**Question**

I have the band energies of SrNb₂P₂ at the corners of its k-path, and I'd like to understand them well enough to guess a point I haven't looked at. Band v1 is the highest one that is filled anywhere on the mesh, v2 and v3 lie below it, and c1 and c2 above. In some rows v1 and c1 have exactly the same energy, in others they are well apart. What should I expect at R, and how far should I trust the guess?

Kohn–Sham bands of SrNb₂P₂ (I4/mmm, unrelaxed cell) from Ansatz 0.2.0: scalar-relativistic r2SCAN with PAW datasets, collinear spin, a 500 eV plane-wave cutoff, a 6×6×6 k-mesh and Fermi–Dirac smearing of 0.1 eV. Energies are taken at the path point nearest each corner; v1 is the highest band filled at some mesh point.

| k-point | coordinates (reciprocal vectors of the computed cell, not always the standard one) | band v3 (eV from the Fermi level) | band v2 (eV from the Fermi level) | band v1 (eV from the Fermi level) | band c1 (eV from the Fermi level) | band c2 (eV from the Fermi level) | c1 less v1 (eV) |
| --- | --- | --- | --- | --- | --- | --- | --- |
| Gamma | 0 0 0 | -0.80 | 0.60 | 0.60 | 1.36 | 1.36 | 0.76 |
| X | 0.5 0.5 0.5 | -1.02 | -0.90 | 0.60 | 0.63 | 1.43 | 0.03 |
| P | 0.5 0.5 0.25 | -1.27 | -0.96 | 0.59 | 0.59 | 1.54 | 0.00 |
| N | 0 0.5 0 | -0.60 | -0.41 | -0.34 | 0.01 | 0.83 | 0.35 |
| M | 0 0 -0.5 | -1.70 | -0.13 | 2.24 | 2.24 | 2.81 | 0.00 |
| S | 0 0.405 -0.298 | -1.18 | -0.43 | 0.11 | 0.34 | 1.45 | 0.23 |
| S_0 | 0 0.595 0.298 | -1.18 | -0.43 | 0.11 | 0.34 | 1.45 | 0.23 |
| R | 0.405 0.595 0.5 | ? | ? | ? | ? | ? | ? |

**Answer**

First, the labels. This is a metal: v1 and v2 both lie below the Fermi level at some points and above it at others. The column "c1 less v1" is therefore the distance between two bands at one point, not a band gap.

Two ideas are enough for a forecast. One says how a band energy varies across reciprocal space, the other when two bands may touch.

**How a band varies.** An electron in a crystal can hop from cell to cell, and each kind of hop adds a cosine wave to the band energy. Short hops usually matter most, so a few cosines may do. Let $x, y, z$ be the components of the wave vector along the conventional cell edges, in units of $2\pi/a$, $2\pi/a$ and $2\pi/c$. I use

$$E = A_0 + A_1(\cos 2\pi x+\cos 2\pi y) + A_2\cos\pi x\cos\pi y\cos\pi z + A_3\cos 2\pi x\cos 2\pi y .$$

The three waves belong to hops along the square edge, to the body centre and along the square diagonal. In these units Gamma is (0, 0, 0), M is (0, 0, 1), N is (0, ½, ½), X is (½, ½, 0) and P is (½, ½, ½). The formula can't tell X from P, so I take their mean. That leaves four energies for the four constants of each band. R, at (0.405, 0.595, 0), then follows as a weighted mean:

$$E_R = 0.835\,E_{XP} + 0.158\,E_N + 0.047\,E_M - 0.039\,E_\Gamma .$$

**A test at S.** S took no part in setting the constants, and S_0 is the same point by symmetry, so together they make one test. The formula gives v2, v1 and c1 there to within 0.06 eV, but misses c2 by 0.30 eV and v3 by 0.39 eV. Two causes are possible. The formula leaves out longer hops, and bands are numbered by energy: where two of them cross, each numbered band has a kink that a few smooth waves can't follow. I take the largest miss, about 0.4 eV, as the error bar for every band at R. It is a rough one, since it comes from a single point.

**When bands touch.** A fourfold axis can force two states to share one energy, as two equivalent directions in a square do. Gamma and M have such an axis, and P has its rotation-inversion counterpart, which is why exact pairs can occur there. Spin–orbit coupling, which this scalar-relativistic calculation leaves out, can split them. If the square base of the cell were simply stretched into a rectangle, symmetry would no longer require these pairs.

R has only a twofold axis and mirrors, so nothing there holds v1 and c1 together. The cosines nevertheless put them almost on top of each other, because they inherit the near-coincidence at X and P. I therefore keep the centre of the pair and set its separation to 0.29 eV, the mean of those at N and S. Symmetry only permits the opening and doesn't force it: X has no fourfold axis either, and its pair is just 0.03 eV apart. Both the amount and the range I give it below are therefore guesses.

**One estimate in full.** For c1 the weighted mean is

$$0.835(0.61)+0.158(0.01)+0.047(2.24)-0.039(1.36)=0.56\ \text{eV}.$$

The same sum for v1 gives 0.52 eV, so the pair is centred at 0.54 eV. Adding half of 0.29 eV puts c1 at about 0.7 eV.

The forecasts for R, in eV from the Fermi level, are:

| Quantity | Forecast | Range |
|---|---|---|
| v3 | -1.1 | -1.5 to -0.7 |
| v2 | -0.9 | -1.3 to -0.5 |
| v1 | 0.4 | 0.0 to 0.8 |
| c1 | 0.7 | 0.3 to 1.1 |
| c2 | 1.45 | 1.05 to 1.85 |
| c1 less v1 | 0.3 | 0.1 to 0.6 |

So v2 and v3 should lie below the Fermi level and the other three above it. The close call is v1, whose range reaches down to the Fermi level.

The withheld rows as computed:

| k-point | coordinates (reciprocal vectors of the computed cell, not always the standard one) | band v3 (eV from the Fermi level) | band v2 (eV from the Fermi level) | band v1 (eV from the Fermi level) | band c1 (eV from the Fermi level) | band c2 (eV from the Fermi level) | c1 less v1 (eV) |
| --- | --- | --- | --- | --- | --- | --- | --- |
| R | 0.405 0.595 0.5 | -1.33 | -0.95 | 0.48 | 0.89 | 1.38 | 0.41 |

All six values fall within their ranges, and every band is on the expected side of the Fermi level. For v1 that holds for the cell as computed; that cell was made by swapping elements in another compound's structure and wasn't relaxed, and relaxation may shift the bands. The ranges were wide, so the misses teach more than the hits.

**The pair opened, and by more than I guessed.** From X to R the distance between v1 and c1 grows from 0.03 to 0.41 eV. Band v1 moves down a little, while c1 moves up by about twice as much. My forecast had the direction of both moves right but put c1 0.20 eV too low.

**The largest miss has a similar look.** Band v3 came out 0.23 eV below its forecast. At X it lies only 0.12 eV under v2, and at R the two are 0.38 eV apart. This is a second close pair that separates on leaving X. I had added no opening for it, and the cosines alone put the two only 0.23 eV apart. I see that only in hindsight.

**What the cosines were worth.** R lies only about a fifth of the way from X to M, so simply copying the energies at X is a fair competitor. Over the five bands, copying X and using the cosines alone both give a root-mean-square miss of 0.19 eV. Opening the pair lowers it to 0.15 eV. At R, then, the improvement came from the guessed opening, which symmetry permits, and not from the waves. The waves do help at S, which lies farther from its nearest corner, N, than R does from X: there v1 is 0.45 eV above its value at N, and the formula reproduces most of that rise. The full comparison is in the output below.

**Do v1 and c1 push each other apart?** Symmetry says no, provided that the pair at X is the exact pair of P carried along, as the nearly equal energies suggest. The mirror plane that holds the c axis and the direction from X to R is a symmetry at P, X and R and on the lines between them. One partner of the pair is even under this mirror and the other odd, and without spin–orbit coupling two such states can't mix. Each band therefore follows its own curve away from X, shaped by its own hops and by other bands of its own symmetry. Bands v2 and v3 aren't an exact pair at P, so this argument doesn't cover them. They may repel each other if their symmetries match.

Printed output of the fit:

```
Error bar of each band energy at R, largest miss at S (eV): 0.3915
Weight of the mean of X and P in the forecast for R: 0.8346
Weight of N in the forecast for R: 0.158
Weight of M in the forecast for R: 0.04697
Weight of Gamma in the forecast for R: -0.03949
Weight of N in the forecast for S: 0.9135
v1 at R from the cosines before the pair is opened (eV): 0.5244
c1 at R from the cosines before the pair is opened (eV): 0.5622
Forecast and computed energies of v3 and v2 (eV):
    row  v3 forecast  v3 computed  v3 miss  v2 forecast  v2 computed   v2 miss
  Gamma         -0.8         -0.8        0          0.6          0.6         0
      X       -1.145        -1.02   -0.125        -0.93         -0.9     -0.03
      P       -1.145        -1.27    0.125        -0.93        -0.96      0.03
      N         -0.6         -0.6        0        -0.41        -0.41         0
      M         -1.7         -1.7        0        -0.13        -0.13         0
      S      -0.7885        -1.18   0.3915      -0.4616        -0.43  -0.03156
    S_0      -0.7885        -1.18   0.3915      -0.4616        -0.43  -0.03156
      R       -1.099        -1.33   0.2314      -0.8707        -0.95   0.07929
Forecast and computed energies of v1 and c1 (eV):
    row  v1 forecast  v1 computed   v1 miss  c1 forecast  c1 computed   c1 miss
  Gamma          0.6          0.6         0         1.36         1.36         0
      X        0.595          0.6    -0.005         0.61         0.63     -0.02
      P        0.595         0.59     0.005         0.61         0.59      0.02
      N        -0.34        -0.34         0         0.01         0.01         0
      M         2.24         2.24         0         2.24         2.24         0
      S      0.05328         0.11  -0.05672       0.2941         0.34  -0.04586
    S_0      0.05328         0.11  -0.05672       0.2941         0.34  -0.04586
      R       0.3983         0.48  -0.08174       0.6883         0.89   -0.2017
Forecast and computed c2 and separation c1 less v1 (eV):
    row  c2 forecast  c2 computed  c2 miss  separation forecast  separation computed  separation miss
  Gamma         1.36         1.36        0                 0.76                 0.76         1.11e-16
      X        1.485         1.43    0.055                0.015                 0.03           -0.015
      P        1.485         1.54   -0.055                0.015                    0            0.015
      N         0.83         0.83        0                 0.35                 0.35        5.551e-17
      M         2.81         2.81        0                    0                    0                0
      S        1.152         1.45  -0.2983               0.2409                 0.23          0.01086
    S_0        1.152         1.45  -0.2983               0.2409                 0.23          0.01086
      R        1.449         1.38   0.0687                 0.29                 0.41            -0.12
Rms miss of the five forecasts at R (eV): 0.1496
Rms miss at R without opening the pair (eV): 0.1865
Rms miss at R if the energies at X are copied (eV): 0.1914
```
